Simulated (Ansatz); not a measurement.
GdN: the change of energy less free atoms and pressure with volume per atom

Periodic Kohn-Sham DFT of a crystal at fixed atoms; pressure and stress are positive in compression; the energy is the free energy less that of spherical unpolarised free atoms; site moments are those in the method's own spheres, positive along +z. The results are calculated, by Ansatz 0.2.0.

Cell of the first row (space group Fm-3m, No. 225):
```
GdN
1.0
      0.0000     2.4571     2.4571
      2.4571     0.0000     2.4571
      2.4571     2.4571     0.0000
Gd N
1 1
Direct
  0.00000 0.00000 0.00000
  0.50000 0.50000 0.50000
```

Settings of every row: method all-electron LAPW; functional PBE; relativity scalar; k mesh 11x11x11; filling fermi-dirac; smearing width 0.05 eV; basis error target 1 meV/atom; nucleus gaussian.

Atom:
```csv
element,start moment (bohr magneton)
Gd,7
N,0
```

Limits: no spin-orbit coupling on heavy atoms; open f shell, the state may not be the lowest; with one magnetic atom in the cell only parallel moments are possible.

```csv
row,volume per atom (Å³),energy less free atoms (eV/atom),pressure (GPa)
1,14.835,-12.7999,6.783
2,15.225,-12.8111,2.477
3,15.616,-12.8124,-1.303
4,16.006,?,?
5,16.396,-12.7902,-7.522
```

Cell moment is 7 bohr magneton in every row.

Question: what energy less free atoms and pressure should row 4 give?

Worked fit of energy less free atoms. Take u = (V_r/V)^(2/3) − 1 with V_r = 15.421 Å³ an atom, which is twice the finite (Eulerian) strain; such expansions in the strain, on which the Birch-Murnaghan equation of state is built, carry the rest volume and the bulk modulus. The shown rows have u = 0.02616, 0.00856, -0.00834, -0.04005. Least squares give energy less free atoms = −12.8129 + 0.0764 × u + 16.064 × u² eV/atom; a straight line predicts inner rows, each left out in turn, worse (root mean square 0.011 against 5.8e-05 eV/atom). All shown rows lie on it to the printed digit. The withheld row has u = -0.02452, so the fit gives −12.8129 + 0.0764 × (-0.02452) + 16.064 × (-0.02452)² = -12.8051 eV/atom.

The calculation gave -12.8051 eV/atom. The fit meets it to the printed digit.

Worked fit of pressure. Take u = (V_r/V)^(2/3) − 1 with V_r = 15.421 Å³ an atom, which is twice the finite (Eulerian) strain; such expansions in the strain, on which the Birch-Murnaghan equation of state is built, carry the rest volume and the bulk modulus. The shown rows have u = 0.02616, 0.00856, -0.00834, -0.04005. Least squares give pressure = 0.5214 + 224.086 × u + 581.03 × u² GPa; a straight line predicts inner rows, each left out in turn, worse (root mean square 0.4 against 0.01 GPa). The rows lie off it by 0.002, -0.005, 0.004, -0.001 (root mean square 0.0034 GPa). The withheld row has u = -0.02452, so the fit gives 0.5214 + 224.086 × (-0.02452) + 581.03 × (-0.02452)² = -4.624 GPa.

The calculation gave -4.616 GPa. The fit lies 0.008 GPa (0.056 % of the column's range) below it; its largest miss of a shown row is 0.005 GPa.
